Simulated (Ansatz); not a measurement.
# A series in volume scale on TiAl

All results are calculated (Ansatz 0.2.0). Periodic Kohn-Sham DFT of a crystal at fixed atoms, scaled to volume_scale times the given cell; pressure positive in compression, energy less spherical unpolarised free atoms, largest_vzz the field gradient of largest size among the nuclei.

The cell before it is scaled or strained (space group P4/mmm, No. 123):
```
TiAl
1.0
      2.8373     0.0000     0.0000
      0.0000     2.8373     0.0000
      0.0000     0.0000     4.0591
Ti Al
1 1
Direct
  0.00000 0.00000 0.00000
  0.50000 0.50000 0.50000
```

Settings of every row: method all-electron PAW; functional PBEsol; relativity scalar; k mesh 12x12x8; filling fermi-dirac; smearing width 0.05 eV; nucleus gaussian.

Atom start moment: 0 on all atoms.

Limits: no gap: field gradients move with the k mesh.

```csv
row,volume scale,V (Å³/atom),pressure (GPa),largest V_zz (1e21 V/m^2)
1,0.94,15.358,3.359,2.616
2,0.96,15.685,0.662,2.635
3,0.98,16.012,?,?
4,0.99,16.175,-2.903,2.662
5,1,16.338,-3.977,2.67
6,1.01,16.502,-4.997,2.678
7,1.02,16.665,-5.966,2.686
8,1.04,16.992,-7.763,2.701
9,1.06,17.319,-9.385,2.714
```

Question: what pressure and largest V_zz should row 3 give?

Worked fit of pressure. Take u = (V_r/V)^(2/3) − 1 with V_r = 16.42 Å³ an atom, which is twice the finite (Eulerian) strain; such expansions in the strain, on which the Birch-Murnaghan equation of state is built, carry the rest volume and the bulk modulus. The shown rows have u = 0.04558, 0.031, 0.01007, 0.00334, -0.00332, -0.00983, -0.02257, -0.03491. Least squares give pressure = −4.4925 + 153.771 × u + 397.04 × u² + 190 × u³ GPa; a parabola predicts inner rows, each left out in turn, worse (root mean square 0.0034 against 0.0017 GPa). The rows lie off it by 0.000, 0.000, 0.001, -0.003, 0.002, 0.000, 0.000, 0.000. The pressure vanishes at u = 0.0273, or V = 15.77 Å³ an atom, and there the bulk modulus at fixed shape and fractions is B = −V dP/dV = (2/3)(1 + u) dP/du = 120 GPa. Letting shape and atoms relax would as a rule lower it, by much in layered, chain or molecular crystals. The withheld row has u = 0.01692, so the fit gives −4.4925 + 153.771 × (0.01692) + 397.04 × (0.01692)² + 190 × (0.01692)³ = -1.776 GPa.

The calculation gave -1.775 GPa. The fit lies 0.001 GPa (0.0078 % of the column's range) below it, one unit of the last digit.

Worked fit of largest V_zz. Take t = volume scale − 1. The shown rows have t = -0.06, -0.04, -0.01, 0, 0.01, 0.02, 0.04, 0.06. Least squares give largest V_zz = 2.6701 + 0.819 × t − 1.42 × t² 1e21 V/m^2; a straight line predicts inner rows, each left out in turn, worse (root mean square 0.0016 against 0.00027 1e21 V/m^2). All shown rows lie on it to the printed digit. The withheld row has t = -0.02, so the fit gives 2.6701 + 0.819 × (-0.02) − 1.42 × (-0.02)² = 2.653 1e21 V/m^2.

The calculation gave 2.653 1e21 V/m^2. The fit meets it to the printed digit.
